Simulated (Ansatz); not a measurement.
**Ligand exchange: BH3 + GeH2(CH3)I → BH2I + GeH3(CH3)**

Species: BH3 (borane) `B`, singlet; GeH2(CH3)I, singlet; BH2I `BI`, singlet; GeH3(CH3) (methyl germane), singlet. The partners trade H for I: B–H and Ge–I bonds give way to B–I and Ge–H.

Shapes, held fixed at every level: PBE0-D4/def2-TZVP. Programs: Ansatz 0.2.0. The zero-point and thermal change to 298 K, harmonic and unscaled (PBE0-D4/def2-TZVP), is -1.6 kJ/mol.

| level | kind | ΔH(298 K) (kJ/mol) | less CCSD(T)/def2-TZVPP |
| --- | --- | --- | --- |
| HF/def2-SVP | Hartree–Fock | +21.1 | +15.8 |
| HF/def2-TZVPP | Hartree–Fock | +27.2 | +21.9 |
| r2SCAN-D4/def2-TZVPP | meta-GGA | +6.0 | +0.7 |
| PBE0-D4/def2-TZVPP | global hybrid | +8.4 | +3.1 |
| wB97X-V/def2-TZVPP | range-separated hybrid | +13.2 | +7.9 |
| MP2/def2-TZVPP | perturbation theory | +10.1 | +4.8 |
| CCSD/def2-TZVPP | coupled cluster or CI | +8.5 | +3.2 |
| CCSD(T)/def2-TZVPP | coupled cluster or CI | +5.3 | 0.0 |

The highest level, CCSD(T)/def2-TZVPP, gives ΔH(298 K) = +5.3 kJ/mol; the levels span +5.3 to +27.2. The column of differences is taken from that level and isn't an error. No measured value is set beside it here. For atoms past krypton def2 sets carry core potentials with scalar relativity. Relativity is left out for Ge. Outer-core shells of Ge, I are correlated in most correlated rows, in sets that cover them unevenly.

The exchange is close to thermoneutral: the coupled-cluster value is only +5.3 kJ/mol, so iodine has little preference between boron and germanium. Two effects probably offset each other. The polar Ge–I bond and the strong B–H bond favour the reactants, while in BH2I an iodine lone pair can donate into the empty boron p orbital, a stabilisation that BH3 lacks and tetravalent germanium can't offer in the same form. The diffuse iodine 5p orbital overlaps only modestly with the compact boron 2p, which limits this gain.

Hartree–Fock in the larger basis puts the reaction at +27.2 kJ/mol, and every correlated level and density functional lowers that markedly, probably because electron correlation favours the iodine lone pairs next to the vacant boron orbital. The closeness of r2SCAN-D4 to the reference for this one reaction doesn't establish general accuracy for halogen exchange. A small enthalpy change is well supported, but its sign is less secure, since convergence of the correlation contribution with basis size is not tested.
